**Q.** I have the magnetic hyperfine constants of the two 4f orbitals for twelve species with 71 electrons, from Dirac-Coulomb Hartree-Fock. Both constants climb steeply from Lu to Pb¹¹⁺, while their ratio hardly moves. Is the climb relativistic, and why doesn't the ratio climb with it?

The 4f orbitals of atoms and ions with 71 electrons were computed with the B-spline radial atomic code 1 at the basis-set limit, using Dirac-Coulomb Hartree-Fock (nl configuration average, Fermi nucleus). The <r⁻³> column is from non-relativistic Hartree-Fock (configuration average, point nucleus). A is the magnetic hyperfine constant of one electron, and g_I = μ/(I μ_N).

| species | Z | charge (e) | configuration | A(4f5/2)/g_I (MHz) | A(4f7/2)/g_I (MHz) | A(4f5/2)/A(4f7/2) | <r⁻³>(4f), non-rel. (bohr⁻³) | small weight (4f5/2) |
| --- | --- | --- | --- | --- | --- | --- | --- | --- |
| Lu | 71 | 0 | [Xe] 4f14 5d1 6s2 | 1861 | 991.7 | 1.877 | 14.81 | 0.000786 |
| Hf+ | 72 | 1 | [Xe] 4f14 5d1 6s2 | 2078 | 1110 | 1.873 | 16.50 | 0.000854 |
| Ta2+ | 73 | 2 | [Xe] 4f14 5d3 | 2302 | 1230 | 1.871 | 18.24 | 0.000921 |
| W3+ | 74 | 3 | [Xe] 4f14 5d3 | 2540 | 1358 | 1.870 | 20.09 | 0.000990 |
| Re4+ | 75 | 4 | [Xe] 4f14 5d3 | 2791 | 1493 | 1.869 | 22.03 | 0.00106 |
| Os5+ | 76 | 5 | [Xe] 4f14 5d3 | 3054 | 1634 | 1.869 | 24.07 | 0.00113 |
| Ir6+ | 77 | 6 | [Xe] 4f14 5d3 | 3330 | 1782 | 1.869 | 26.21 | 0.00121 |
| Pt7+ | 78 | 7 | [Xe] 4f14 5d3 | 3620 | 1936 | 1.870 | 28.44 | 0.00128 |
| Au8+ | 79 | 8 | [Xe] 4f14 5d3 | 3923 | 2098 | 1.870 | 30.78 | 0.00136 |
| Hg9+ | 80 | 9 | [Xe] 4f14 5d3 | 4240 | 2267 | 1.871 | 33.23 | 0.00143 |
| Tl10+ | 81 | 10 | [Xe] 4f14 5d3 | 4572 | 2443 | 1.871 | 35.78 | 0.00151 |
| Pb11+ | 82 | 11 | [Xe] 4f14 5d3 | 4918 | 2627 | 1.872 | 38.44 | 0.00159 |

**A.** $A/g_I$ is the constant that one electron in the orbital would give, divided by the nuclear g factor. The 4f shell is full in every row, so these are properties of an orbital, and the shell gives no net field at the nucleus. The runs average over the configuration and contain neither correlation nor core polarisation, so the values shouldn't be read as constants of real levels. To see what relativity does we need the non-relativistic value to hold them against.

Without relativity the field of an f electron at the nucleus comes from the orbital motion and the spin dipole, through the operator $[\mathbf l-\mathbf s+3(\mathbf s\cdot\hat{\mathbf r})\hat{\mathbf r}]/r^3$. Its scalar product with $\mathbf j=\mathbf l+\mathbf s$ has the angular part $l(l+1)-\tfrac34+\tfrac34$, because $\hat{\mathbf r}\cdot\mathbf l=0$ and $(\mathbf s\cdot\hat{\mathbf r})^2=\tfrac14$. Projection on $\mathbf j$ then gives

$$\frac{A}{g_I}=C\,\frac{l(l+1)}{j(j+1)}\,\langle r^{-3}\rangle,\qquad C=\frac{\mu_0}{4\pi}\,\frac{2\mu_B\mu_N}{h\,a_0^3}=95.41\ \text{MHz},$$

with $\langle r^{-3}\rangle$, the mean inverse cube of the distance from the nucleus, in bohr⁻³. For $l=3$ the angular factor is $12/8.75=1.3714$ for $j=5/2$ and $12/15.75=0.7619$ for $j=7/2$. Two orbitals with the same radial function therefore have the ratio 1.8, and only the excess over 1.8 needs a relativistic cause.

**Q.** Let me try it on Pb¹¹⁺, $j=5/2$, with the non-relativistic column: $95.41\times1.3714\times38.44=5030$ MHz. The table has 4918 MHz, which is 0.978 of my estimate.

**A.** Nothing was fitted there, so every row is a test. For $j=5/2$ the Dirac value lies below the estimate by 4.0 % of it in Lu and 2.2 % in Pb¹¹⁺, and for $j=7/2$ by 7.9 % and 6.0 %. The other rows fall between these ends. The formula is good to 8 % or better, and it errs on the high side in all twelve rows.

That settles the climb as far as the table can. From Lu to Pb¹¹⁺ $A(4f_{5/2})$ grows by a factor 2.643 and the non-relativistic $\langle r^{-3}\rangle$ by 2.596. On a logarithmic scale a calculation with no relativity in it carries 98 % of the rise, for either $j$. The rise is the contraction of the orbital as protons are added at a fixed number of electrons.

**Q.** A one-electron ion scales as $Z^3$, which gives only a factor 1.541 over this range. Why is the contraction so much faster?

**A.** The 4f electron sees a heavily screened nucleus, and one more proton is a larger relative change in the screened charge than in $Z$. For a hydrogen-like 4f orbital $\langle r^{-3}\rangle=Z_\text{eff}^3/2688$, where $2688=n^3\,l(l+\tfrac12)(l+1)$. Inverting this row by row gives an effective charge $Z_\text{eff}$ of 34.1 in Lu and 46.9 in Pb¹¹⁺, roughly half the nuclear charge.

A single screening constant gets the steepness only roughly. A least-squares fit of $\ln\langle r^{-3}\rangle$ with $Z_\text{eff}=Z-s$ over all twelve rows gives $s\approx36$. It is 8 % above the table value for Lu and 5.5 % below for Pb¹¹⁺, so the screening weakens along the sequence.

**Q.** Then relativity is left with the ratio, about 4 % above 1.8. I have a candidate. The Dirac equation pulls a $j=l-\tfrac12$ electron in more than a $j=l+\tfrac12$ one, by an amount of order $(Z\alpha)^2$ with $\alpha$ the fine-structure constant. The closed Dirac formula for a one-electron 4f ion at $Z=82$ gives 1.865, and Pb¹¹⁺ has 1.872.

**A.** The agreement is tempting, and it holds at one end of the sequence only. For Lu the same formula gives 1.848 against 1.877, a gap four times larger than for Pb¹¹⁺. The formula rises at every step, whereas the table falls to 1.869 at Re⁴⁺ to Ir⁶⁺ and then recovers slightly. Single steps of 0.001 are at the last printed digit, but the drop from Lu is well beyond it.

The separate constants speak against it more plainly than the ratio does. At bare $Z$ the formula raises both above their non-relativistic values, by 6.2 % and 2.5 % for $Z=82$, and your own estimate found the table below. A direct enhancement may well be present, since effects add, but something larger acts the other way.

**Q.** Lu and Hf⁺ are 5d¹6s² and the rest 5d³. Could the change of configuration spoil that comparison? And wouldn't the small weight be a fairer measure than $Z$?

**A.** The two groups are different states, so take Ta²⁺ to Pb¹¹⁺ alone. Over these ten rows the excess over 1.8 ends at 1.01 times its starting value, while $Z^2$ grows by a factor 1.26. The small weight, the fraction of the orbital's norm in the small Dirac component, measures how fast the electron itself moves, and it grows by a factor 1.73. An excess proportional to either quantity doesn't describe the table. The one-electron formula used with $Z_\text{eff}$ has the same fault, and this crude estimate yields an excess several times smaller than the table's.

**Q.** What lowers the constants, then, and what separates them?

**A.** The Dirac runs for Ta²⁺ and Ir⁶⁺ also give $\langle r^{-3}\rangle$ for each $j$. In Ta²⁺ these are 0.977 and 0.932 of the non-relativistic value, and in Ir⁶⁺ 0.987 and 0.940, so by this measure both orbitals are expanded in both ions. The standard explanation, which these runs don't test separately, is indirect. Relativity contracts the s and p shells, which then screen the nucleus better, and an f electron, held off the nucleus by its centrifugal barrier, moves outward.

The difference between the two $j$ has the sign that spin-orbit coupling requires. The term $\xi(r)\,\mathbf l\cdot\mathbf s$ is strongest at small $r$, attractive for $j=5/2$ and repulsive for $j=7/2$, so the first orbital is drawn in relative to the second. In both ions $\langle r^{-3}\rangle$ is about 5 % larger for $j=5/2$, which alone would put the ratio at 1.89. The split is much larger than in a one-electron ion with the same $\langle r^{-3}\rangle$, and a stronger spin-orbit term explains only a small part of that: the two 4f levels lie just 1.2 to 1.3 times as far apart as they would there. My guess is that the orbital is soft: its orbital energy is far smaller than that of a one-electron ion with the same $\langle r^{-3}\rangle$, so a spin-orbit term of given strength deforms it more.

About 1 % of the ratio is then taken back. The Dirac hyperfine integral couples the large to the small component with weight $1/r^2$, and it equals a mean of $r^{-3}$ only in the non-relativistic limit. Call the quotient of $A$ and the formula's value with the Dirac $\langle r^{-3}\rangle$ the operator factor. It is 0.9866 for $j=5/2$ and 0.9957 for $j=7/2$ in Ta²⁺, and 0.9841 and 0.9948 in Ir⁶⁺. So it lowers the constants too, and for 4f₅/₂ in Ir⁶⁺ by slightly more than the expansion does. For Ta²⁺ the ratio then splits as $1.8\times1.0492\ (\text{radial})\times0.9909\ (\text{operator})=1.871$. How much falls to each part depends on how the Dirac $\langle r^{-3}\rangle$ is defined, and only the product is fixed.

**Q.** I would have explained the dip differently: as the charge rises the orbital is bound more tightly, so spin-orbit coupling deforms it less.

**A.** That holds for the mean radius and fails for $\langle r^{-3}\rangle$. From Ta²⁺ to Ir⁶⁺ the mean radius of 4f₇/₂ goes from 1.6 % to 1.4 % above that of 4f₅/₂, as you say. The radial part of the ratio, which weights the inner flank, nevertheless rises by 0.06 %, and the operator part falls by 0.17 %. Between these two ions the small fall of the ratio comes from the operator part.

The ratio is flat there because both parts change little and in opposite directions, while the contraction multiplies the two constants almost equally. To estimate a further 5d³ member of the sequence I would take $A$ from the non-relativistic $\langle r^{-3}\rangle$, lower it by about 2 % for $j=5/2$ and 6 % for $j=7/2$, as in Pb¹¹⁺, and expect a ratio near 1.87. The slight recovery after Ir⁶⁺ could be the radial part overtaking the operator part, but that is a guess which two ions can't test.
